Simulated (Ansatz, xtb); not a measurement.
# C2H7BGe: which of two isomers lies lower

Structure I is `B/C=[CH]/[GeH3]`, a singlet and structure II is `B[C](=C)[GeH3]`, a singlet. Both are isolated molecules in the gas phase, relaxed with B3LYP-D3(BJ)/def2-SVP; the shapes shown needn't be the lowest conformers.

I (Å):

```xyz
11

C    -0.6092   -1.9534   -0.3361
C     0.3428   -1.9432   -1.2997
B    -1.7570   -2.9868   -0.3437
Ge    1.8364   -0.6808   -1.3850
H    -2.6061   -2.9956    0.5146
H    -1.8050   -3.8058   -1.2315
H    -0.5424   -1.1986    0.4600
H     0.2756   -2.6990   -2.0948
H     3.1737   -1.4496   -1.3415
H     1.7417    0.2825   -0.1867
H     1.7752    0.1122   -2.7073
```

II (Å):

```yaml
atoms:
  - { symbol: C, position_ang: [-0.0345, -2.0347, -0.8595] }
  - { symbol: C, position_ang: [0.3160, -3.3278, -1.0459] }
  - { symbol: B, position_ang: [-1.4849, -1.7122, -0.4274] }
  - { symbol: Ge, position_ang: [1.2834, -0.6066, -1.1360] }
  - { symbol: H, position_ang: [-2.2700, -2.6181, -0.2667] }
  - { symbol: H, position_ang: [-1.8576, -0.5773, -0.2450] }
  - { symbol: H, position_ang: [-0.4108, -4.1368, -0.8949] }
  - { symbol: H, position_ang: [1.3226, -3.6424, -1.3517] }
  - { symbol: H, position_ang: [2.6358, -1.2224, -1.5597] }
  - { symbol: H, position_ang: [1.4734, 0.1992, 0.1665] }
  - { symbol: H, position_ang: [0.7946, 0.3605, -2.2350] }
```

Quicker runs give these differences E(II) − E(I): GFN2-xTB +0.07 kcal/mol; HF/STO-3G +5.99 kcal/mol (at GFN2-xTB geometries); r2SCAN-D4/def2-SVP +1.78 kcal/mol (at GFN2-xTB geometries).

Estimate E(II) − E(I) at the level CCSD(T)/def2-SVP + ΔMP2/def2-TZVPP.

Too close to call at this level: CCSD(T)/def2-SVP + ΔMP2/def2-TZVPP gives E(II) − E(I) = −0.58 kcal/mol.

How the difference moves with the method:

```tsv
level	geometry	E(II) − E(I) (kcal/mol)	departure from the last row (kcal/mol)	job, with rough time for the two
GFN2-xTB	GFN2-xTB	+0.07	+0.65	optimisation, 0.52 s
HF/STO-3G	GFN2-xTB	+5.99	+6.57	single point, 0.98 s
r2SCAN-D4/def2-SVP	GFN2-xTB	+1.78	+2.36	single point, 5.9 s
B3LYP-D3(BJ)/def2-SVP	B3LYP-D3(BJ)/def2-SVP	+0.09	+0.67	optimisation, 3.3 min
HF/def2-SVP	B3LYP-D3(BJ)/def2-SVP	−0.05	+0.53	part of the CCSD(T) run
MP2/def2-SVP	B3LYP-D3(BJ)/def2-SVP	−0.65	−0.07	part of the CCSD(T) run
CCSD(T)/def2-SVP	B3LYP-D3(BJ)/def2-SVP	−0.45	+0.13	single point
CCSD(T)/def2-SVP + ΔMP2/def2-TZVPP	B3LYP-D3(BJ)/def2-SVP	−0.58		single point, 56 s
```

As drawn, both hold the same kinds of bond in the same numbers.

The largest departure from CCSD(T)/def2-SVP + ΔMP2/def2-TZVPP is that of HF/STO-3G, 6.57 kcal/mol. The last row adds to CCSD(T) the change of the MP2 difference between the two basis sets, here −0.13 kcal/mol.

With harmonic frequencies from B3LYP-D3(BJ)/def2-SVP (ideal gas, rigid rotor, one conformer each, 298.15 K, 1 atm): the zero-point term adds −0.07 kcal/mol; ΔH is −0.68 and ΔG −0.57 kcal/mol.

The correlated steps freeze 12 core orbitals; the filled d shell of Ge is correlated, in a basis made for valence electrons. Run with Ansatz 0.2.0, xtb 6.7.1; the last row on 2 threads of AMD EPYC 7R43 64-Core Processor (Zen 3) on a shared host.

Moving the germyl group from the carbon β to boron to the one bearing it costs almost nothing, and the thermal terms leave that balance intact. In both structures the BH2 group lies in the plane of the alkene, so boron's empty p orbital can accept density from the C=C π bond either way. The main electronic stabilisation is therefore common to both isomers and largely cancels. What remains is the difference between geminal and trans placement of two electropositive substituents. The long Ge–C bond and the small BH2 group probably keep crowding in II slight.

Hartree–Fock in the larger basis already gives near-degeneracy, so missing correlation alone can't explain the strong preference for I with STO-3G; the minimal basis is the likelier cause, perhaps helped by the different geometry. The energies support comparable thermodynamic stability for these two structures, not a firm ordering. They say nothing about how readily the isomers interconvert, which would require breaking and remaking σ bonds.
